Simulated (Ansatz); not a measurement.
A series in volume scale on Sc

All results are calculated (Ansatz 0.2.0). Free energy against uniform scaling of the volume at fixed shape and fractions; periodic cell, basis, potentials, k mesh and filling as listed.

The cell before it is scaled or strained (space group P6_3/mmc, No. 194):
```
CELL_PARAMETERS angstrom
3.30900 0.00000 0.00000
-1.65450 2.86570 0.00000
0.00000 0.00000 5.27330
ATOMIC_POSITIONS crystal
Sc 0.33333 0.66667 0.25000
Sc 0.66667 0.33333 0.75000
```

Settings of every row: functional PBE; dispersion none; potentials PAW; wave cutoff 517.02 eV; density cutoff 2068.1 eV; k mesh 8x8x5; k shift 0x0x0; occupations cold; smearing width 0.1 eV; spin none.

Limits: coarse k mesh, up to 40 meV an atom off.

| row | volume scale | V (Å³/atom) | energy above lowest point (meV/atom) | pressure (GPa) |
| --- | --- | --- | --- | --- |
| 1 | 0.9 | 22.502 | 37.3 | 5.91 |
| 2 | 0.925 | 23.127 | 18 | 3.99 |
| 3 | 0.95 | 23.752 | ? | ? |
| 4 | 0.975 | 24.377 | 0.1 | 0.73 |
| 5 | 1 | 25.002 | 0 | -0.66 |
| 6 | 1.025 | 25.627 | 5 | -1.9 |
| 7 | 1.05 | 26.252 | 14.7 | -3.01 |
| 8 | 1.075 | 26.877 | 28.4 | -4.01 |
| 9 | 1.1 | 27.503 | 45.8 | -4.9 |

Question: what energy above lowest point and pressure should row 3 give?

Worked fit of energy above lowest point. Take u = (V_r/V)^(2/3) − 1 with V_r = 25.314 Å³ an atom, which is twice the finite (Eulerian) strain; such expansions in the strain, on which the Birch-Murnaghan equation of state is built, carry the rest volume and the bulk modulus. The shown rows have u = 0.08167, 0.06209, 0.02546, 0.0083, -0.00816, -0.02396, -0.03916, -0.05379. Least squares give energy above lowest point = 1.92 − 307.4 × u + 9301 × u² − 2848 × u³ meV/atom; a parabola predicts inner rows, each left out in turn, worse (root mean square 0.21 against 0.043 meV/atom). All shown rows lie on it to the printed digit. Its lowest point lies at u = 0.0167, or V = 24.69 Å³ an atom, and the curvature there gives the bulk modulus at fixed shape and fractions, B = (4/9)(1 + u)² E″(u)/V = 54.6 GPa. Letting shape and atoms relax would as a rule lower it, by much in layered, chain or molecular crystals. The withheld row has u = 0.04337, so the fit gives 1.92 − 307.4 × (0.04337) + 9301 × (0.04337)² − 2848 × (0.04337)³ = 5.9 meV/atom.

The calculation gave 5.9 meV/atom. The fit meets it to the printed digit.

Worked fit of pressure. Take u = (V_r/V)^(2/3) − 1 with V_r = 25.314 Å³ an atom, which is twice the finite (Eulerian) strain; such expansions in the strain, on which the Birch-Murnaghan equation of state is built, carry the rest volume and the bulk modulus. The shown rows have u = 0.08167, 0.06209, 0.02546, 0.0083, -0.00816, -0.02396, -0.03916, -0.05379. Least squares give pressure = −1.295 + 75.44 × u + 156.3 × u² GPa; a straight line predicts inner rows, each left out in turn, worse (root mean square 0.25 against 0.0027 GPa). All shown rows lie on it to the printed digit. The pressure vanishes at u = 0.0166, or V = 24.7 Å³ an atom, and there the bulk modulus at fixed shape and fractions is B = −V dP/dV = (2/3)(1 + u) dP/du = 54.6 GPa. Letting shape and atoms relax would as a rule lower it, by much in layered, chain or molecular crystals. The withheld row has u = 0.04337, so the fit gives −1.295 + 75.44 × (0.04337) + 156.3 × (0.04337)² = 2.27 GPa.

The calculation gave 2.27 GPa. The fit meets it to the printed digit.
